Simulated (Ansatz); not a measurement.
## CaO: the change of pressure and energy above lowest point with volume per atom

Equation of state of a cubic crystal from periodic Kohn-Sham density functional theory without spin; pressure corrected for the finite basis. The results are calculated, by Ansatz 0.2.0 development build.

Cell of the first row (space group Fm-3m, No. 225):
```
CELL_PARAMETERS angstrom
0.00000 2.36630 2.36630
2.36630 0.00000 2.36630
2.36630 2.36630 0.00000
ATOMIC_POSITIONS crystal
Ca 0.00000 0.00000 0.00000
O 0.50000 0.50000 0.50000
```

Settings of every row: formula CaO; structure type rock salt; functional PBE; spin treatment none; k mesh 39x39x39; occupation method fermi-dirac; occupation width 0.061225619 eV; wave cutoff 420 eV; datasets soft-1 PAW; density cutoff ratio 4.

| row | volume per atom (Å³) | pressure (GPa) | energy above lowest point (meV/atom) |
| --- | --- | --- | --- |
| 1 | 13.249 | 7.423 | 18.46 |
| 2 | 13.531 | 4.668 | 7.87 |
| 3 | 13.813 | ? | ? |
| 4 | 14.095 | -0.028 | 0 |
| 5 | 14.377 | -2.024 | 1.84 |
| 6 | 14.659 | -3.818 | 7 |
| 7 | 14.941 | -5.431 | 15.17 |

Question: what pressure and energy above lowest point should row 3 give?

Worked fit of pressure. Take u = (V_r/V)^(2/3) − 1 with V_r = 14.236 Å³ an atom, which is twice the finite (Eulerian) strain; such expansions in the strain, on which the Birch-Murnaghan equation of state is built, carry the rest volume and the bulk modulus. The shown rows have u = 0.04907, 0.03444, 0.00666, -0.00655, -0.01933, -0.03171. Least squares give pressure = −1.0526 + 151.101 × u + 422.61 × u² + 369.5 × u³ GPa; a parabola predicts inner rows, each left out in turn, worse (root mean square 0.0075 against 0.00097 GPa). The rows lie off it by 0.000, 0.000, -0.001, 0.000, 0.000, 0.000. The pressure vanishes at u = 0.0068, or V = 14.09 Å³ an atom, and there the bulk modulus at fixed shape and fractions is B = −V dP/dV = (2/3)(1 + u) dP/du = 105 GPa. The withheld row has u = 0.02031, so the fit gives −1.0526 + 151.101 × (0.02031) + 422.61 × (0.02031)² + 369.5 × (0.02031)³ = 2.194 GPa.

The calculation gave 2.193 GPa. The fit lies 0.001 GPa (0.0078 % of the column's range) above it, one unit of the last digit.

Worked fit of energy above lowest point. Take u = (V_r/V)^(2/3) − 1 with V_r = 14.236 Å³ an atom, which is twice the finite (Eulerian) strain; such expansions in the strain, on which the Birch-Murnaghan equation of state is built, carry the rest volume and the bulk modulus. The shown rows have u = 0.04907, 0.03444, 0.00666, -0.00655, -0.01933, -0.03171. Least squares give energy above lowest point = 0.48 − 140.09 × u + 10242.3 × u² + 1630 × u³ meV/atom; a parabola predicts inner rows, each left out in turn, worse (root mean square 0.033 against 0.0045 meV/atom). All shown rows lie on it to the printed digit. Its lowest point lies at u = 0.0068, or V = 14.09 Å³ an atom, and the curvature there gives the bulk modulus at fixed shape and fractions, B = (4/9)(1 + u)² E″(u)/V = 105 GPa. The withheld row has u = 0.02031, so the fit gives 0.48 − 140.09 × (0.02031) + 10242.3 × (0.02031)² + 1630 × (0.02031)³ = 1.87 meV/atom.

The calculation gave 1.87 meV/atom. The fit meets it to the printed digit.
